## Results and discussion

The multipole polarisability at imaginary frequency, $\alpha_L(i\omega)$, is the linear response of the ion to a field of multipole order $L$, continued to the frequency $i\omega$. It was computed in relativistic RPA for the dipole ($\alpha_1$, bohr³) and the quadrupole ($\alpha_2$, bohr⁵). All rows belong to one state, the determinant [Kr](4d3/2)⁴ with $J=0$ and 40 electrons, and only $\omega$ changes.

Dipole and quadrupole polarisabilities at imaginary frequency for Dy26+ (Z = 66) in the closed-shell configuration [Kr] (4d3/2)4, computed with B-spline many-body code 1. The method is relativistic RPA (time-dependent Dirac-Hartree-Fock) with the no-pair Dirac-Coulomb Hamiltonian and a nuclear rms radius of 5.2218 fm.

```tsv
imaginary frequency (hartree)	dipole polarisability curve (bohr³)	quadrupole polarisability curve (bohr⁵)
0	0.1110	0.04643
2.81	0.09654	0.02472
7.01	0.06047	0.02032
14.0	0.03028	0.01338
21.0	0.01876	0.008897
28.1	0.01311	0.006166
42.1	0.007837	0.003408
56.1	0.005342	0.002140
70.1	0.003908	0.001465
98.2	0.002363	0.0008064
140	0.001336	0.0004204
210	0.0006676	0.0001951
281	0.0003972	0.0001112
421	0.0001892	5.042e-05
701	7.231e-05	1.841e-05
1400	1.893e-05	4.647e-06
```

### The smooth pattern

For a stable RPA reference the response is a sum over excitations of energy $E_n$,

$$\alpha(i\omega)=\sum_n \frac{a_nE_n^2}{E_n^2+\omega^2},\qquad a_n\ge 0,$$

where $a_n$ is the share of excitation $n$ in the static value. A term keeps its full weight while $\omega\ll E_n$, is halved at $\omega=E_n$ and then dies as $1/\omega^2$. Both curves must therefore fall without structure of their own, and both do fall in every step.

A single pole obeys $\alpha\,(E^2+\omega^2)=$ const. Equating this product for two neighbouring rows $i$ and $j$ gives a local excitation energy,

$$E_{\rm loc}^2=\frac{\alpha_j\omega_j^2-\alpha_i\omega_i^2}{\alpha_i-\alpha_j},$$

a weighted mean over the excitations that are being switched off in that step. It rises with $\omega$, because the low excitations go first, and a sudden jump marks a gap in the spectrum.

The dipole shows the gradual case. Its $E_{\rm loc}$ begins 7.26, 7.83, 9.91 hartree and never grows by more than a factor of 1.5 per step. One London pole is set by the static value and the Cauchy moment $S(-4)=\sum a_n/E_n^2=0.00216$ a.u. of the same calculation, giving $E=\sqrt{\alpha_1(0)/S(-4)}=7.17$ hartree. It is 0.4% below the table at 2.81 hartree, which is largely built in since $S(-4)$ fixes the initial curvature, and 85% below at 1400. The failure is steady: the pole carries an oscillator strength of only 5.70 electrons out of 40, and the stiffer excitations of the others take over as $\omega$ grows.

### The row that breaks it

The static quadrupole is the one row out of line. From 0 to 2.81 hartree $\alpha_2$ loses 47% and $\alpha_1$ only 13%; over the next step the order is reversed, 18% against 37%. The quadrupole $E_{\rm loc}$ jumps from 3.00 to 13.5 hartree, a factor of 4.5, and afterwards grows by less than a factor of 1.2 per step. From about 210 hartree upwards its uncertainty, which comes mostly from the three-figure frequencies, is as large as the steps, so nothing is read into them.

The break can be sized by hand, leaving the static row out. At 2.81 and 7.01 hartree, $\alpha_2\omega^2$ is $0.02472\times7.896=0.1952$ and $0.02032\times49.14=0.9985$. Then $E_{\rm loc}^2=0.8033/0.00440=182.6$ hartree², and the pole extrapolates to $0.02472\,(1+7.896/182.6)=0.0258$ bohr⁵ at $\omega=0$. The table has 0.04643, an excess of 0.0206 bohr⁵, or 44.5% of the static value. The same construction leaves only 1.8% of the static dipole unexplained.

A fuller baseline agrees. Three poles, held at or above 3 hartree, were fitted by least squares to $\ln\alpha$ in the 15 rows with $\omega>0$. They follow $\alpha_2$ to 0.43% of the tabulated value at worst and again predict 0.0258. For $\alpha_1$ they are cruder, missing fitted rows by up to 1.9% and the static row by 2.8%, so that small deficit is no evidence of a break. The fitted energies trade against each other and are not levels of the ion.

To remove the dependence on the number of poles, positive weights on a dense grid of energies were bounded by linear programming, each row being matched within its rounding. Such a sum is flexible, so its good fit proves little, but its failures count. With poles above 3 hartree only and the static row left out, the static dipole may lie between 0.1103 and 0.1182, which contains the table's 0.1110. The static quadrupole cannot exceed 0.0267. With lower poles allowed and all rows used, the curve demands 0.020 to 0.022 bohr⁵ from excitations below 3 hartree, the lowest of them no higher than about 0.6 hartree. The curve alone gives only this upper bound, since the whole decay happens inside the first step.

### The cause

The curve shows that a low quadrupole excitation exists; its identity is argued from selection rules. The shell is closed only in jj coupling, and moving an electron from the filled 4d3/2 to the empty 4d5/2 subshell costs about one spin-orbit interval plus an electrostatic shift that depends on $J$. The jump 4d3/2→4d5/2 keeps parity and can couple to $J=2$, so a quadrupole field drives it and a dipole field cannot. The hydrogenic splitting $Z_{\rm eff}^4/[2c^2n^3l(l+1)]$, with $c\approx137$, $n=4$ and $l=2$, runs from 0.06 hartree for full screening by the krypton core ($Z_{\rm eff}=30$) to 1.3 for the bare nucleus. That fixes only the order of magnitude, which is compatible with the bound.

The excitation matters because $a_n$ is a squared matrix element divided by $E_n$. The two 4d orbitals have almost the same radial function, so the radial integral of $r^2$ is close to $\langle r^2\rangle_{4d}$. The angular factor between spin-orbit partners is small, and it is the small denominator that makes the term large. In the high-frequency sum it is negligible: one pole at the bound would add $0.0206\times0.6^2\approx0.007$ to an $\alpha_2\omega^2$ of 9.1. The subshell breakdown of the same calculation is consistent, giving 4d3/2 a part of 0.0305 bohr⁵, of which the excess is about two thirds, although these parts include coupling between subshells and do not isolate one transition. RPA coupling raises the static quadrupole by 52% over its uncoupled value and lowers the dipole by 14%. The likely reading, untested here, is that electron–hole attraction lowers the energy of the 4d3/2→4d5/2 excitation in the first case while screening of the field dominates in the second. The uncoupled value divides by a Dirac–Hartree–Fock orbital gap, in which the empty 4d5/2 is repelled by all 40 electrons. That gap lies well above the spin-orbit interval, and the attraction to the hole brings the excitation back towards it.

The vacancy also shapes the dipole, without a break. The 4p3/2 subshell supplies 53% of the static dipole and 4p1/2 only 1.3%, a factor of 21 per electron, because 4p3/2→4d5/2 is open whereas 4p1/2→4d3/2 is blocked and 4p1/2→4d5/2 is forbidden. Most of the rest, 44%, comes from 4d3/2, which has 4d→4f open within the $n=4$ shell. The 4p–4d and 4d–4f gaps are electrostatic and much wider than the 4d spin-orbit interval, which fits a dipole curve that needs no pole below 3 hartree.

The static quadrupole is also the value most exposed to the reference. The true $J=0$ level of 4d⁴ mixes in configurations with 4d5/2 occupied, tending to ⁵D₀ in the LS limit. That changes both the energy and the strength of the low $J=2$ excitation, by an amount a single-determinant calculation cannot show.

### The tail and neighbouring ions

At large $\omega$, $\alpha_1\omega^2$ tends nonrelativistically to the electron number. It reads 33.5, 35.5 and 37.1 in the last three rows and is still rising, as it should while $\omega$ is below a K-shell binding of order $Z^2/2\approx2000$ hartree; the no-pair limit need not be exactly 40. The quadrupole product changes by 0.7% in the last step, within a rounding of about 0.9%. Theory expects this earlier saturation, since its limit is weighted by $\langle r^2\rangle$ and the inner shells count little.

The mechanism predicts the neighbours. For heavier 40-electron ions the spin-orbit gap grows roughly as $Z_{\rm eff}^4$, faster than the other excitation energies, so the low pole should climb and the relative break shrink while the jj reference improves. The smooth part of $\alpha_2$ also falls steeply with $Z$, so the share of the low pole need only change slowly. For lighter ones the break should grow as the reference worsens. Filling the shell to 4d¹⁰ blocks the transition and emptying it removes the electrons, so neither ion should show this break. Whenever a closed $j=l-\tfrac12$ subshell faces an empty partner, the frequency grid needs points near the spin-orbit interval, here below 1 hartree, before $\alpha_2(i\omega)$ is interpolated or integrated for a dispersion coefficient. With $C_8=(15/\pi)\int\alpha_1\alpha_2\,d\omega$, a low pole of energy $E$ contributes about $7.5\times0.0206\times0.1110\,E\approx0.017E$. At the bound that is under 9% of the 0.1204 hartree bohr⁸ that this calculation gives, whereas a trapezoid across the first step would assign the pole about 0.015. Because the contribution scales with $E$, an accurate $C_8$ can in turn locate the pole that the curve only bounds.
